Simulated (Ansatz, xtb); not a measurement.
# Ligand exchange: BH(CH3)Cl + SiH3(OH) → BH(CH3)(OH) + SiH3Cl

Species: BH(CH3)Cl, singlet; SiH3(OH) (silanol), singlet; BH(CH3)(OH), singlet; SiH3Cl (chlorosilane) `[SiH3]Cl`, singlet. The partners trade Cl for OH: B–Cl and Si–OH bonds give way to B–OH and Si–Cl.

Shapes, held fixed at every level: PBE0-D4/def2-TZVP. Flexible molecules stand in one conformer, not always the lowest. Programs: Ansatz 0.2.0, xtb 6.7.1. The zero-point and thermal change to 298 K, harmonic and unscaled (PBE0-D4/def2-TZVP), is +3.9 kJ/mol.

```csv
level,kind,ΔH(298 K) (kJ/mol),less CCSD(T)/CBS estimate
GFN1-xTB,semi-empirical,-19.3,+28.6
HF/def2-SVP,Hartree–Fock,-61.9,-14.0
r2SCAN-D4/def2-TZVPP,meta-GGA,-49.1,-1.2
BHLYP-D4/def2-TZVPP,global hybrid,-49.3,-1.4
MP2/def2-SVP,perturbation theory,-61.3,-13.4
CCSD/def2-SVP,coupled cluster or CI,-62.7,-14.8
CCSD/def2-TZVPP,coupled cluster or CI,-47.4,+0.5
CCSD(T)/CBS estimate,coupled cluster or CI,-47.9,0.0
```

The highest level, CCSD(T)/CBS estimate, gives ΔH(298 K) = -47.9 kJ/mol; the levels span -62.7 to -19.3. The column of differences is taken from that level and isn't an error. No measured value is set beside it here. The CBS estimate extrapolates MP2 from def2-TZVPP and def2-QZVPP and adds CCSD(T) − MP2 in the triple-zeta set, cores frozen.

The exchange is exothermic at every level, so boron gains more from replacing chloride with hydroxide than silicon loses in the opposite change. Both elements bind oxygen strongly, and the enthalpy reflects only the difference between two large preferences. Three-coordinate boron has an empty valence p orbital that accepts the oxygen lone pair, with better overlap than the larger, more diffuse chlorine 3p orbital allows. Silicon in the silanol has no comparable vacant p orbital, and its strong, polar bond to oxygen offsets only part of this gain.

Hartree–Fock, MP2 and CCSD nearly agree in the split-valence basis, probably because the number of electron-pair bonds is conserved and much of the correlation energy cancels. Enlarging the basis moves CCSD from -62.7 to -47.4 kJ/mol, far more than the spread among those three methods, probably because the small set describes polarisation at silicon unevenly in the silanol and the chlorosilane. The preference for B–O with Si–Cl is thus well supported as a thermochemical result, but it says nothing about the barrier to exchange.
